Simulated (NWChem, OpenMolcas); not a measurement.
# How basis sets differ on CClF3 (SMILES FC(F)(F)Cl)

The species is CClF3 (5 atoms), meant as a singlet with charge 0. SMILES: `FC(F)(F)Cl`. The shape is that of a PBE0-D4/def2-TZVP optimisation.

Each level gives the dipole moment (D). The values are calculated.

Measured value to compare with: NIST CCCBDB gives the dipole moment of the gas as 0.50 D.

```csv
level,kind,program,value (D),computed − measured,CPU time
B3LYP/6-31G* (spherical functions),global hybrid,NWChem,0.04,-0.46,13 s
B3LYP/6-31G* (Cartesian functions),global hybrid,NWChem,0.05,-0.45,25 s
B3LYP/6-31+G* (spherical functions),global hybrid,NWChem,0.40,-0.10,12 s
B3LYP/def2-SVPD,global hybrid,OpenMolcas,0.39,-0.11,39 s
B3LYP/6-311+G**,global hybrid,NWChem,0.48,-0.02,20 s
"B3LYP/6-311++G(2d,2p)",global hybrid,NWChem,0.47,-0.03,26 s
"B3LYP/6-311++G(3df,3pd)",global hybrid,NWChem,0.42,-0.08,76 s
```

Nearest: B3LYP/6-311+G** (-0.02 D); farthest: B3LYP/6-31G* (spherical functions) (-0.46 D). The measured dipole is a vibrational average, so differences of a few hundredths of a debye mean little. Magnitudes only: a small dipole may point the other way at some levels. CPU times are rough (shared hosts, several kinds of processor): they show what a rung costs within a factor of a few.

Diffuse functions decide the result: adding them to 6-31G* raises the dipole from 0.04 to 0.40 D, whereas the choice between spherical and Cartesian d functions hardly matters. The molecule's dipole is a small remainder, because the resultant of the three C–F bonds opposes the C–Cl bond, so a modest error in either contribution can nearly erase it. Without diffuse functions the fluorine lone-pair density is held too tightly, which probably understates the C–F polarity and makes the cancellation too complete.

The close match of 6-311+G** is no sign of convergence, since the richest set falls back to 0.42 D. With no hydrogen present, the second "+" and the p functions meant for hydrogen add nothing, so the changes along the 6-311 series come from the extra d and f functions on carbon, fluorine and chlorine. This suggests that the best agreement owes something to compensation between an incomplete polarisation space and other errors. With a single functional throughout, the remaining deviation can't be assigned to the treatment of exchange and correlation.
